## How does the first image state of Ag(111) respond when the surface is changed?

An electron outside a metal is trapped between the image potential $-e^2/(16\pi\varepsilon_0 z)$ and a gap in the projected bulk bands. We take zero parallel momentum, energies from the Fermi level, work function $\Phi$, and binding energy $E_b=\Phi-E$.

**The rule.** A round trip must accumulate $\phi_B+\phi_C=2\pi n$. The barrier phase is
$$\phi_B=\pi\left(\sqrt{3.4\ \text{eV}/E_b}-1\right).$$
The root is the WKB integral $2\int k\,dz$, with 3.4 eV $=\mathrm{Ry}/4$; the offset $-\pi$ makes a hard wall ($\phi_C=\pi$) give the exact hydrogen-like series. Hence
$$E_b=\frac{0.85\ \text{eV}}{(n+a)^2},\qquad a=\tfrac12\left(1-\frac{\phi_C}{\pi}\right).$$
For a gap from $E_L$ (p-like) to $E_U$ (s-like), with the crystal matched at the image plane, a two-band model gives
$$\phi_C=2\arcsin\sqrt{x},\qquad x=\frac{E-E_L}{E_U-E_L}.$$
So $a$ depends on energy, falling from 1/2 to 0 across the gap.

**Baseline.** Typical Ag(111) inputs are $\Phi=4.56$, $E_L=-0.4$ and $E_U=3.9$ eV, so $E_U$ lies 0.66 eV below vacuum. The model's $n=1$ state has $E_b=0.769$ eV and $a=0.051$, only 0.109 eV below $E_U$ ($x=0.975$). The Shockley state, $n=0$, has its own $a=0.42$. The $n=2$ level, bound by at most 0.21 eV, lies above $E_U$ and is a resonance.

**Reasoning.** The state is tied to the vacuum level and to the bands in proportion to its weight in each region. Lowering $\Phi$ drags it deeper into the gap: $a$ grows and $E_b$ falls. Raising $\Phi$ or lowering $E_U$ does the opposite. The distant edge $E_L$ should hardly matter. Differentiating the rule gives
$$\delta E_b=p\,[\delta\Phi-x\,\delta E_U-(1-x)\,\delta E_L],\qquad p=\frac{\phi_C'}{\phi_B'+\phi_C'},$$
with $\phi_B'=\pi(n+a)^3/0.85$ eV and $\phi_C'=[(E-E_L)(E_U-E)]^{-1/2}$, primes meaning $\partial/\partial E$. A rigid shift of the crystal potential moves the level by $p$ times that shift, so first-order perturbation theory identifies $p$, within the model, as the weight inside the metal. Here $\phi_C'=1.48$ and $\phi_B'=4.29$ eV$^{-1}$, giving $p=0.256$.

**Calculation.** "Full" solves the rule again. The last row replaces Ag by the wiring metal Cu, with typical (111) inputs $\Phi=4.94$, $E_L=-0.9$, $E_U=4.25$ eV.

| Change | linear $\delta E_b$ (meV) | full $\delta E_b$ (meV) | new $p$ |
|---|---|---|---|
| $\delta\Phi=-0.20$ eV | −51 | −41 | 0.17 |
| $\delta\Phi=+0.10$ eV | +26 | +31 | 0.37 |
| $\delta E_U=-0.10$ eV | +25 | +30 | 0.38 |
| $\delta E_L=-0.10$ eV | +0.6 | +0.6 | 0.25 |
| Ag → Cu | +13 | +12 | 0.26 |

The signs follow the reasoning. The linear estimate overshoots moving away from $E_U$ and undershoots moving toward it, because $\phi_C'$ diverges at the edge. The state merges with the band when $a=0$, that is when $\Phi-E_U=0.85$ eV, a work-function increase of 0.19 eV.

**Linewidth.** If decay occurs only inside the metal at a fixed rate, $\Gamma\propto p$. The scaling $p\propto(n+a)^{-3}$ requires $\phi_C'$ constant and much smaller than $\phi_B'$, as for high $n$ in mid-gap. It fails here: for $\delta\Phi=-0.20$ eV it predicts a factor 0.92, whereas $p$ changes by a factor 0.67. Overlap is the more sensitive probe of a surface dipole, provided the adsorbate causing it leaves $\phi_B$ otherwise intact.

**Limits.** An assumed 0.1 Å offset between matching plane and image plane adds a phase near $2(\pi/d)(0.1\ \text{Å})=0.27$ rad for the typical layer spacing $d=2.36$ Å, moving $E_b$ by $0.27/(\phi_B'+\phi_C')\approx0.05$ eV. That is nearly half the distance to the edge, so the model's first four shifts are firm in sign but uncertain by tens of per cent. The Ag–Cu difference, where the offset itself may change, is not resolved.